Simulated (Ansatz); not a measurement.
# Fe: Berry curvature against the Fermi level, calculated with Ansatz

Space group Im-3m (No. 229), 1 atom in the cell of the first input below: a = 2.485 Å, b = 2.485 Å, c = 2.485 Å, α = 109.47°, β = 109.47°, γ = 109.47°.

The cell was built from a prototype of a structure type listed for this element, at its measured volume, taken without relaxation (pressure -6.5 GPa with this functional, without spin–orbit coupling). Functional: PBE.

Spin up, the majority, lies along +z, so the magnetisation points along −z and signs are opposite to those quoted for a magnetisation along +z. Input of the Wannier step:

```yaml
crystal:
  lattice:
    - [-1.4350019627, 1.4350019627, 1.4350019627]
    - [1.4350019627, -1.4350019627, 1.4350019627]
    - [1.4350019627, 1.4350019627, -1.4350019627]
  atoms:
    - { symbol: Fe, position: [0.0, 0.0, 0.0], spin: 2.46, spin_axis: [0.0, 0.0, 1.0] }
  symmetry: { detect: false, analysis: as_solved }
basis:
  ecutwfc: 420
  ecutrho_ratio: 4
kpoints:
  mp_grid: { grid: [12, 12, 12] }
hamiltonian:
  xc: pbe
scf:
  occupations: { method: gaussian, width: 0.05 }
  lower_state_search: "off"
  n_extra_bands: 34
output:
  forces: true
  stress: true
  eigenvalues: true
  populations: true
  wannier:
    kmesh: [8, 8, 8]
    projections:
      - { site: 0, l: s, shell: 4 }
      - { site: 0, l: p, shell: 4 }
      - { site: 0, l: d, shell: 3 }
    minimise: true
    stability_check: false
    conv_tol: 1.0e-06
    disentanglement:
      window: [4.144, 60.644]
      frozen_window: [8.644, 19.144]
      conv_tol: 1.0e-08
    ahc:
      kmesh: [32, 32, 32]
      sigma_tolerance_s_per_cm: 15.0
      fermi_levels: [17.4444, 17.5444, 17.6444, 17.7444, 17.8444]
magnetization:
  noncollinear: true
  spin_orbit: true
checkpoint:
  read: start.run
  write: ck
  compress: false
  write_wavefunctions: false
  write_every: 100000
```

```bash
ansatz run input.yaml --threads 8 --pin off --max-ram 14336MiB --backend cpu --events-out ev --progress --plain --runs-dir out
```

start.run is the saved state of an earlier run of the same cell.

Time: 99 s on 8 threads of Arm Neoverse V1, with other jobs on the host, peak memory 2.1 GiB.

Problem. How large is σ_xy nearest the Fermi level, and how far do rigid shifts from -0.20 to 0.20 eV move it?

Solution. -810 S/cm (the program's sign) at 0.002 eV from this run's Fermi level; over the shifts it runs from -810 to -614 S/cm.

```json
{"shift (eV)": "-0.198", "σ_yz": "5", "σ_zx": "1", "σ_xy (S/cm)": "-630", "larger of the sampling and near-crossing errors": "15"}
{"shift (eV)": "-0.098", "σ_yz": "11", "σ_zx": "-16", "σ_xy (S/cm)": "-709", "larger of the sampling and near-crossing errors": "15"}
{"shift (eV)": "0.002", "σ_yz": "5", "σ_zx": "2", "σ_xy (S/cm)": "-810", "larger of the sampling and near-crossing errors": "14"}
{"shift (eV)": "0.102", "σ_yz": "6", "σ_zx": "-3", "σ_xy (S/cm)": "-614", "larger of the sampling and near-crossing errors": "14"}
{"shift (eV)": "0.202", "σ_yz": "-2", "σ_zx": "-5", "σ_xy (S/cm)": "-629", "larger of the sampling and near-crossing errors": "15"}
```

Cell spin moment 2.26 μB in this run and 2.27 μB in the scalar-relativistic run on the 16×16×16 mesh. σ changes sign with the magnetisation. Symmetry was switched off, so components that the crystal's symmetry forbids show the noise of the model.

Caveats: coarse Wannier mesh, not compared with a finer one; parallel moments were imposed and no other order was compared; some levels not converged; the ferromagnetic state is metallic at this level, and the k-mesh was not tested.

The anomalous Hall conductivity is largest in magnitude at the sampled level nearest the Fermi energy and falls off on both sides, more abruptly upwards. The two highest levels differ by no more than the stated error, so the apparent recovery there carries no weight. Reversing the magnetisation would make σ_xy positive, the familiar sign for bcc iron.

Such sensitivity is typical of a ferromagnetic transition metal. Berry curvature concentrates where spin–orbit coupling opens small gaps between nearly degenerate, largely d-derived bands. A pair contributes strongly when only its lower member is occupied, and its contributions largely cancel once both are filled. The drop above the Fermi level therefore probably reflects the filling of upper partners, though a k-resolved decomposition would be needed to identify them. The nearly unchanged spin moment fits spin–orbit coupling being weak beside exchange splitting, yet it remains essential to the Hall response. Skew scattering and side-jump contributions lie outside this intrinsic result, so it need not equal a measured Hall conductivity.
